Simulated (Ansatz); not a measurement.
## TaRu (P4/mmm), a vibration from a frozen displacement

All numbers below come from DFT r2SCAN, scalar-relativistic, plane waves, PAW (Ansatz 0.2.0). The runs took a 500 eV cutoff, a Γ-centred 16×16×14 mesh and Gaussian smearing (0.15 eV). Spin–orbit coupling is left out, which matters for the heavy elements here. No spin polarisation. Energies are free energies at this smearing, counted from the undisturbed cell; pressure is positive in compression.

The starting cell (as given, not relaxed at this level; it stands at -1.3 GPa, and it needn't be the usual structure):

```
Ta Ru
1.0
     3.05300    0.00000    0.00000
     0.00000    3.05300    0.00000
     0.00000    0.00000    3.38900
Ta Ru
1 1
Direct
  0.50000 0.50000 0.50000
  0.00000 0.00000 0.00000
```

Every Ta atom is moved by x along the Cartesian unit vector (0.000, 0.000, 1.000); the cell and all other atoms stay fixed. The cell's volume is 31.59 Å³; the moved atoms weigh 180.948 u together and the others 101.070 u. Some rows repeat others by symmetry and weren't run.

```csv
x (Å),ΔE (meV/cell),total force on the moved atoms along the move (eV/Å),pressure (GPa)
-0.5000,876.51,3.4920,20.4742
-0.4375,667.11,3.2218,15.3947
-0.3750,475.77,2.8557,10.8595
-0.3125,315.12,2.2710,7.0512
-0.2500,191.40,1.7038,3.9924
-0.1875,100.81,1.1969,1.6176
-0.1250,41.73,0.7077,-0.0171
-0.0625,9.88,0.3233,-0.9503
0.0000,0.00,0.0000,-1.2527
0.0625,9.88,-0.3233,-0.9503
0.1250,41.73,-0.7077,-0.0171
0.1875,100.81,-1.1969,1.6176
0.2500,191.40,-1.7038,3.9924
0.3125,315.12,-2.2710,7.0512
0.3750,475.77,-2.8557,10.8595
0.4375,667.11,-3.2218,15.3947
0.5000,876.51,-3.4920,20.4742
```

Question: What frequency belongs to this motion?

Answer: The force constant is k = −dF/dx = 5.173 eV/Å², from the parabola through x = -0.0625, 0 and 0.0625. In every cell the moved atoms swing against the rest, so the mass is μ = m₁m₂/(m₁ + m₂) = 64.848 u, and ν̃ = 521.5 cm⁻¹ × √(|k|/μ) = 147 cm⁻¹, at this cell's pressure of -1.3 GPa. Steps this long are already anharmonic: the energies of the same points give k = 5.059 eV/Å², so the harmonic k is uncertain by that gap or more. To first order in x, and within 1 %, the force on every atom lies along the move and, within each of the two groups, in proportion to the atom's mass, so this is itself a mode at the zone centre of this cell.

Question: How far does the harmonic law reach?

Answer: At x = -0.500 Å, kx²/2 = 646.60 meV against the computed 876.51 meV (+35.6 %): the well stiffens in this direction at large amplitude.

Question: The pressure changes with x². What does that say about the frequency under compression?

Answer: With E = k(V)x²/2, k ∝ V^(−2γ) and x scaling with the cell as V^(1/3), P − P0 = −∂E/∂V = (2γ − 2/3) ΔE/V. At x = 0.1250 Å, V(P − P0) = 31.59 × 1.23568 / 160.2 eV = 243.62 meV and ΔE = 41.73 meV, so γ = 1/3 + V(P − P0)/(2ΔE) = 3.25. This is the Grüneisen parameter of the motion under uniform scaling of the cell: shrinking the cell evenly by 1 % in volume raises the frequency by about 3.25 %.

In a metal these slopes depend on the k mesh and the smearing.

The undisplaced arrangement is a minimum along this path, so the cell resists a rigid shift of the Ta sublattice against Ru along the tetragonal axis. The shift shortens half of the nearest Ta–Ru contacts and lengthens the other half. Mirror symmetry cancels the odd terms in the energy, and the steepening repulsion in the short contacts, set against d–d bonding, probably accounts for the initial stiffening. That stiffening doesn't persist: beyond 0.3750 Å the restoring force still grows, but by smaller steps. This fits the geometry, since the compressed contacts tilt away from the direction of motion as Ta nears the Ru plane, where symmetry requires the axial force to vanish. The positive Grüneisen parameter points the same way as the short-range repulsion, and means that exciting this mode favours expansion. Because the alloy is metallic, screening removes the long-range field that would split a polar optical mode in an insulator. Stability against shear or cell-doubling distortions, which matter for martensitic transformations in this alloy family, doesn't follow from this single mode.
